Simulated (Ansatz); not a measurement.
TePt: parities and Z2 indices — Ansatz, plane waves and PAW

Space group R-3m (No. 166), 4 atoms in the cell of the first input below: a = 7.101 Å, b = 7.101 Å, c = 7.101 Å, α = 32.25°, β = 32.25°, γ = 32.25°.

The structure is a measured one, not always of the ambient phase, with its volume kept and shape and atoms relaxed (pressure -1.7 GPa with this functional, without spin–orbit coupling). Functional: LDA.

Input:

```yaml
crystal:
  lattice:
    - [1.9720293273, 1.138551663, 6.7256138238]
    - [-1.9720293273, 1.138551663, 6.7256138238]
    - [0.0, -2.2771033259, 6.7256138238]
  atoms:
    - { symbol: Te, position: [0.5970714192, 0.5970714192, 0.5970714192] }
    - { symbol: Te, position: [0.4029285808, 0.4029285808, 0.4029285808] }
    - { symbol: Pt, position: [0.8693660604, 0.8693660604, 0.8693660604] }
    - { symbol: Pt, position: [0.1306339396, 0.1306339396, 0.1306339396] }
basis:
  ecutwfc: 420
  ecutrho_ratio: 4
kpoints:
  mp_grid: { grid: [6, 6, 6] }
hamiltonian:
  xc: lda
scf:
  occupations: { method: gaussian, width: 0.05 }
output:
  forces: true
  stress: true
  eigenvalues: true
  populations: true
  topological_invariants: true
magnetization:
  noncollinear: true
  spin_orbit: true
```

```bash
ansatz run input.yaml --threads 4 --pin off --max-ram 9216MiB --backend cpu --events-out ev --progress --plain --runs-dir out
```

Time: 8.8 min on 4 threads of Arm Neoverse V2 (shared host), peak memory 4.2 GiB.

Without spin–orbit coupling the gap on a 10×10×10 mesh is 0.00 eV (the bands touch or overlap there). With it, in a separate run (self-consistent on 8×8×8, bands on 12×12×12), the bands overlap in energy by 2.73 eV (an overlap on a mesh is a lower bound, as the extrema may lie between its points). The indices are those of the lowest 68 bands, and their direct separation from the next band is open.

Odd-parity bands among them at the eight time-reversal-invariant momenta (inversion centre at 0.000 0.000 0.000):

```json
{"k": "0.0 0.0 0.0", "odd bands": "32"}
{"k": "0.0 0.0 0.5", "odd bands": "34"}
{"k": "0.0 0.5 0.0", "odd bands": "34"}
{"k": "0.0 0.5 0.5", "odd bands": "36"}
{"k": "0.5 0.0 0.0", "odd bands": "34"}
{"k": "0.5 0.0 0.5", "odd bands": "36"}
{"k": "0.5 0.5 0.0", "odd bands": "36"}
{"k": "0.5 0.5 0.5", "odd bands": "36"}
```

Problem. What are the Z2 indices by the rule of Fu and Kane?

Solution. Each Kramers pair counts once, so δ = (−1)^(odd bands / 2): +, −, −, +, −, +, +, +. The product of all eight gives ν0, the products over the planes k_i = 1/2 the weak indices: (1;111). The Wilson-loop planes give (1;111).

Caveats: bands overlap in energy, so the bands counted are not the filled states; the k-mesh was not tested; the smallest direct separation, 0.048 eV, lies at k = (0.10, 0.57, 0.57), away from the time-reversal-invariant momenta; it has to stay open for the indices to be defined, but with an inversion centre they change only where bands swap parity at a time-reversal-invariant momentum.

The (1;111) result describes a strong topological band manifold in a metal, not a bulk topological insulator. Threefold symmetry groups the zone-boundary momenta into two sets of three and one single point. Only the set with 34 odd bands has a negative parity product, and its three members together make the strong index odd. The same symmetry forces the three weak indices to be equal.

On a surface normal to the threefold axis, the projected parity products differ between the zone centre and the three edge midpoints, so surface bands must switch partners between them. With a bulk overlap of 2.73 eV, these states would probably be largely resonant with bulk bands and hard to isolate in transport. The large overlap is consistent with broad, covalently mixed Pt d and Te p bands. Spin-orbit coupling from both heavy elements can separate crossings between such bands, but without parities from the calculation that omits it, the odd strong index cannot be attributed to a spin-orbit-driven inversion.
